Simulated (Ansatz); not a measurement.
**Telling isomers of BClFH2InN apart by their spectra**

These gas-phase data were calculated for one isomer of BClFH2InN at PBE0-D3(BJ)/def2-SVP (harmonic, unscaled wavenumbers; equilibrium rotational constants with average atomic masses):

```
rotational constants            : 2.845, 1.408, 0.9418 GHz
all wavenumbers above 1500 cm⁻¹ : 3669, 3543, 1590
dipole moment                   : 2.35 D (PBE0/def2-TZVPD)
```

Candidates:

(1) `N[B](F)[In][Cl]`, a doublet
(2) `FB[NH][In][Cl]`, a doublet

Task: Which candidate do the data belong to?

Result: Candidate (1). No mode falls between 2350 and 2900 cm⁻¹, where the B–H stretch of (2) would stand.

The same quantities for all candidates:

```
     rotational constants (GHz)  wavenumbers above 1500 cm⁻¹  dipole (D)  E above the lowest, PBE0-D3(BJ)/def2-SVP (kcal/mol)
(1)        2.845, 1.408, 0.9418             3669, 3543, 1590        2.35                                                  0.0
(2)         8.09, 1.032, 0.9154                   3640, 2622        0.81                                                  1.3
```

Each candidate is one conformer. Open shells are spin-unrestricted. Atoms past krypton carry core potentials. Programs: Ansatz 0.2.0.

The assignment also has positive support: 3669 and 3543 cm⁻¹ are the antisymmetric and symmetric stretches of an NH₂ group, and 1590 cm⁻¹ is its scissoring mode. Candidate (2), with its hydrogens split between nitrogen and boron, can show only one N–H stretch and no scissor. Its B–H stretch lies much lower mainly because that bond has a smaller force constant.

The rotational constants separate the two independently. The largest falls from 8.09 GHz in (2) to 2.845 GHz in (1), as expected when a drawn-out chain gives way to a frame branched at boron, with more mass off the long axis. Both sets satisfy the planar-rotor relation almost exactly, which fits nitrogen lone-pair donation into the empty boron p orbital.

The energies add little to the identification. A difference of 1.3 kcal/mol suggests that exchanging B–In and N–H bonds for N–In and B–H bonds nearly balances, and other conformers could change the order.
